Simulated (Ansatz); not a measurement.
## A van 't Hoff estimate for C2H5BrSi + CH2Cl2 ⇌ C2H6Si + CHBrCl2

Gas-phase species: C2H5BrSi `C=C[SiH2]Br`, singlet; CH2Cl2 (dichloromethane) `ClCCl`, singlet; C2H6Si `C=C[SiH3]`, singlet; CHBrCl2 (bromodichloromethane) `ClC(Cl)Br`, singlet. The partners trade Br for H: Si–Br and C–H bonds give way to Si–H and C–Br.

The electronic reaction energy at CCSD(T)/def2-TZVPP is +172.0 kJ/mol. Shapes: PBE0-D4/def2-TZVP. Flexible molecules stand in one conformer, not always the lowest. Programs: Ansatz 0.2.0. Enthalpy and entropy come from rigid-rotor, harmonic-oscillator sums on unscaled PBE0-D4/def2-TZVP wavenumbers, ideal gases at 1 bar; R ln 2 is added for the mirror twin of the chiral shape of C2H5BrSi. Symmetry numbers: C2H5BrSi 1, CH2Cl2 2, C2H6Si 1, CHBrCl2 1. R = 8.3145 J/(mol K).

```
T (K)  ΔH (kJ/mol)  ΔS (J/(mol K))
  800       +163.8            -0.4
 1100            ?               ?
 1400       +166.0            +1.7
```

**Question.** Work out ln K at 800 and 1400 K, and from these estimate it at 1100 K.

**Answer.** 
1. 800 K: ΔG = +163.8 − 800 × (-0.4)/1000 = +164.1 kJ/mol; ln K = −ΔG/RT = -24.67.
2. 1400 K: ΔG = +166.0 − 1400 × (+1.7)/1000 = +163.6 kJ/mol; ln K = −ΔG/RT = -14.05.
3. Slope against 1000/T: (-14.05 − (-24.67))/(0.7143 − 1.2500) = -19.82, that is −ΔH/R with ΔH near +165 kJ/mol.
4. 1100 K: ln K = -24.67 + (-19.82) × (0.9091 − 1.2500) = -17.91.

The full sums give ΔH = +165.0 kJ/mol, ΔS = +0.9 J/(mol K), ΔG = +164.0 kJ/mol and ln K = -17.93 at 1100 K, so the line is off by +0.02 in ln K; without rounding the miss is +0.02, from the change of ΔH with temperature. The reactants are favoured over this whole range. An error of 10 kJ/mol in the energy moves ln K by 1.1 at 1100 K. Soft modes are treated as harmonic, which can err either way at these temperatures; the lowest are those of C2H5BrSi (74 cm⁻¹), C2H6Si (143 cm⁻¹), CHBrCl2 (214 cm⁻¹). Other conformers aren't counted. Other reactions of these species are left aside. Relativity is left out for Br. Outer-core shells of Br are correlated, in sets that cover them unevenly.

The exchange is strongly uphill because bromine gives up a strong, highly polar bond to electropositive silicon for a weaker one to carbon, while hydrogen moves from carbon to silicon, where its bond is usually weaker too. Entropy has little say: two molecules become two molecules, and the gain from the lower symmetry of CHBrCl2 is offset by the loss of the mirror twin of C2H5BrSi. ΔG therefore hardly changes between 800 and 1400 K, and ln K climbs towards zero mainly because a nearly constant free-energy cost is divided by a growing RT. The enthalpy lies below the electronic reaction energy probably because a stiff C–H oscillator is replaced by a softer Si–H one, which lowers the zero-point energy of the products.

The preference for the reactants is far too large for a plausible error in the energy to overturn, whereas the sign of the small ΔS is not secure. The equilibrium constant says nothing about how fast the exchange would run in either direction.
